A diamond crystal is expanded evenly, from a strongly compressed state to one under tension, and its gaps are computed with a density functional at each volume. The band gap is the smallest energy between a filled and an empty state. The least direct gap is the smallest one between two states of the same wave vector. The shortest distance is the length of the C–C bond.

Diamond in its two-atom primitive cell, computed at fixed geometries with Ansatz 0.2.0: scalar-relativistic PBE without spin polarization, PAW and plane waves up to 420 eV. Both gaps are differences between Kohn–Sham levels on a 12×12×12 k mesh, with Gaussian smearing of 0.02 eV.

```
volume (Å³/atom)  shortest distance (Å)  band gap (eV)  least direct gap (eV)
           5.149                  1.495          4.389                  5.864
           5.295                  1.509          4.321                  5.786
           5.452                  1.524          4.250                  5.705
           5.548                  1.533          4.212                  5.656
           5.672                  1.544          4.160                  5.594
           5.740                  1.551          4.132                  5.560
           5.865                  1.562          4.089                  5.505
           6.013                  1.575          4.033                  5.437
           6.114                  1.584          3.996                  5.392
           6.161                  1.588          3.979                  5.371
           6.483                  1.615          3.867                  5.232
           6.554                  1.621          3.843                  5.203
```

Three arguments are offered about the gap. The first says that atoms further apart interact less, so the bands narrow and the space between them widens. The second says that the conduction edge sinks on expansion and closes the gap from above. The third says that the gap is itself made by the bonds and weakens with them.

(a) On the program's energy scale the conduction edge sinks by 4.8 eV over the series. Does this explain the change of the gap?

Solution. No, because in the same runs the valence edge sinks by 4.3 eV. Most of the movement is common to both edges and cancels in the gap. Energies inside an endless crystal also have no vacuum level as their zero, so the sinking of one edge alone, read on this scale, has no physical meaning. Only the difference of about 0.5 eV is real, and the second argument restates it without giving a cause.

(b) Do the bands narrow, and if so, why does the gap not widen?

Solution. In every row the valence top lies at Γ, where the electron wave repeats unchanged from cell to cell. The lowest conduction state lies elsewhere, in a valley on the way from Γ to the zone boundary at X. The k mesh catches this valley two thirds of the way to X, while its true bottom is known to lie a little further out. The computed band gap is therefore slightly too large and the valley depth below slightly too small, but the same mesh point serves in every row, so the trend should hardly suffer. The least direct gap of diamond is known to sit at Γ, though the runs do not print its place. The band gap can then be split exactly:

band gap = least direct gap − valley depth

The valley depth is how far the conduction band drops from Γ to the valley, and it serves as a partial measure of that band's width. It shrinks at every step, by 0.115 eV in all, so by this measure the conduction band does narrow, and that pushes the gap up. Meanwhile the least direct gap loses 0.661 eV, almost six times as much. The first argument names a true effect that is outweighed.

Its flaw is the assumption that the centres of the two bands keep their distance while the bands narrow. That would suit bands grown from two different atomic levels, which stay apart even in separate atoms. In diamond, symmetry keeps s and p orbitals from mixing at Γ, and the two states that bound the direct gap there are known to come from the same carbon p level: the filled one is bonding, the empty one antibonding. With E for the atomic level and W for the coupling between neighbours,

direct gap = (E + W) − (E − W) = 2W

The atomic level drops out, and what remains is expected to fade as the atoms separate. The molecular ion H₂⁺ behaves in the same way: its bonding and antibonding levels approach each other as the nuclei are pulled apart. The likeness ends at Γ, since a molecule has no valley at another wave vector. This is the third argument. It rests on symmetry and on the known order of the levels at Γ; the table shows only that the direct gap falls, as the argument expects.

(c) Suppose that W falls as the inverse square of the bond length, as the kinetic energy of a wave does when its wavelength grows with the bond. Estimate the least direct gap at the largest volume from that at the smallest, and judge the result.

Solution. The bond length grows as the cube root of the volume, so

5.864 eV × (5.149/6.554)^(2/3) = 4.99 eV

The calculation gives 5.203 eV. The estimate has the right direction and order of size, but it makes the fall about a third too large. A power law fitted to all twelve rows gives an inverse power near 1.5 and follows the data within a few meV. Over a bond stretch of 8 % this is a compact description and no proof of the mechanism. One possible reason for the weaker power is that the carbon atoms do not grow with the crystal, so their potential does not scale as the kinetic energy does; the table cannot test this. The analysis printed below gives the estimate row by row.

For practical use, the band gap falls by about 23 meV for each per cent of added volume. This slope is a computed one and isn't checked here against measurement. The gap itself is clearly off: near equilibrium it is 4.16 eV, against a measured value of roughly 5.5 eV, as recalled. This functional is known to give gaps that are too small.

In a related crystal the same two terms compete, and the outcome can differ. Silicon's gap towards X is known to shrink under compression, which means that there the deepening of the valley outweighs any growth of the direct gap at Γ.

The analysis program printed:

```
Valley depth and inverse-square estimate of the direct gap (eV):
    row  valley depth  inverse-square direct gap  estimate less computed
  5.149         1.475                      5.864                       0
  5.295         1.465                      5.756                -0.03029
  5.452         1.455                      5.645                -0.06033
  5.548         1.444                      5.579                -0.07663
  5.672         1.434                      5.498                -0.09625
   5.74         1.428                      5.454                 -0.1058
  5.865         1.416                      5.376                 -0.1285
  6.013         1.404                      5.288                 -0.1491
  6.114         1.396                      5.229                 -0.1625
  6.161         1.392                      5.203                 -0.1681
  6.483         1.365                      5.029                 -0.2029
  6.554          1.36                      4.993                 -0.2103
fit of log(least_direct_gap) on 12 rows: constant 2.581 +/- 0.0036, coefficient of lnd -1.486 +/- 0.0061; rms 0.000468, worst 6.554 0.000772, leave-one-out rms 0.000609
Bond stretch from first to last row (%): 8.375
Fall of the band gap over the series (eV): 0.546
Fall of the least direct gap over the series (eV): 0.661
Fall of the valley depth over the series (eV): 0.115
Fall of the direct gap divided by fall of the valley depth: 5.748
Fall of the valence edge on the program's own zero (eV): 4.278
Fall of the conduction edge on the program's own zero (eV): 4.824
Fall of the direct gap expected from the inverse square (eV): 0.8713
Computed fall of the direct gap as share of that estimate (%): 75.87
Fitted inverse power of the bond length for the direct gap: 1.486
Largest miss of the fitted power law (meV): 4.083
Mean fall of the band gap per 1 % of volume (meV): 22.63
```
